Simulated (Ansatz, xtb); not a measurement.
## Two isomers of C2H4BBr

We compare I, `B/C=C/Br`, a singlet, with II, `BC(=C)Br`, a singlet. Both are isolated molecules in the gas phase, relaxed with PBE0-D3(BJ)/def2-SVP; the shapes shown needn't be the lowest conformers.

I (Å):

```xyz
8

C    -1.1142   -2.3989   -0.2604
C    -0.4126   -1.5530   -1.0361
B    -2.6489   -2.3179   -0.2956
Br    1.4533   -1.4947   -1.1334
H    -3.3316   -3.0518    0.3791
H    -3.1801   -1.5020   -1.0147
H    -0.5669   -3.1114    0.3658
H    -0.8894   -0.8140   -1.6868
```

II (Å):

```xyz
8

C    -1.0374   -2.0543   -0.9080
C    -0.3854   -1.7684    0.2331
B    -2.5764   -2.1715   -0.9656
Br   -0.0327   -2.3238   -2.5021
H    -3.1847   -1.9937    0.0640
H    -3.1603   -2.4289   -1.9872
H    -0.9658   -1.6139    1.1476
H     0.7035   -1.6811    0.2973
```

Energies in hartree; the thermal terms are from PBE0-D3(BJ)/def2-SVP harmonic frequencies (ideal gas, rigid rotor, one conformer each, 298.15 K, 1 atm) and include the zero-point energy:

|  | I | II |
| --- | --- | --- |
| E, CCSD(T)/def2-TZVP | −2675.912172 | −2675.910256 |
| zero-point energy | 0.053595 | 0.053200 |
| H(298 K) − E | 0.059662 | 0.059270 |
| G(298 K) − E | 0.024765 | 0.024244 |

Question: Work out ΔE, ΔE₀, ΔH and ΔG for I → II in kcal/mol (1 Eh = 627.51 kcal/mol) and the equilibrium ratio [II]/[I].

Answer: 1. ΔE = −2675.910256 − (−2675.912172) = +0.001916 Eh = +1.20 kcal/mol.
2. ΔE₀ = ΔE + ΔZPE = +0.001916 + (−0.000395) Eh = +0.95 kcal/mol.
3. ΔH = ΔE + (−0.000392) Eh = +0.96 kcal/mol.
4. ΔG = ΔE + (−0.000521) Eh = +0.88 kcal/mol, so ΔS = (ΔH − ΔG)/T = +1.1 J/(mol K).
5. kT = 0.9442 mEh, so K = [II]/[I] = exp(−ΔG/kT) = exp(−1.48) ≈ 0.23.

The two are too close for this level to say which is favoured. An error of 1 kcal/mol in ΔG would change K by a factor of 5.4. Mirror images and further conformers aren't counted.

As drawn, both hold the same kinds of bond in the same numbers.

Other levels gave ΔE = +2.2 (GFN2-xTB); +2.9 (HF/STO-3G, GFN2-xTB geometries); +2.7 (r2SCAN-D4/def2-SVP, GFN2-xTB geometries); +2.5 (PBE0-D3(BJ)/def2-SVP); +0.9 (HF/def2-TZVP); +1.6 (MP2/def2-TZVP) kcal/mol. The correlated steps freeze 12 core orbitals; the filled d shell of Br is correlated, in a basis made for valence electrons. Programs: Ansatz 0.2.0, xtb 6.7.1.

The isomers differ only in where bromine sits relative to the boryl group, and the electronic energy leans slightly towards the trans-1,2 form, I. All the listed levels share that sign, though this agreement doesn't settle so small a difference. The thermal terms barely alter the balance, as expected for two molecules with the same bond types and similar stiffness.

The lean probably reflects conjugation. In I, a bromine lone pair can donate through the C=C π system into the empty p orbital on boron, a push-pull arrangement. In II, both groups sit on the same carbon and are cross-conjugated, so bromine pushes π density mainly towards the terminal CH2 carbon rather than to boron. The geometries fit this picture: the BH2 group is coplanar with the alkene in both, while the C–Br and B–C bonds are both somewhat shorter in I. Geminal crowding in II may also contribute, and total energies can't separate the two effects. The ratio describes equilibrium only, since no pathway for moving bromine between the carbons was examined.
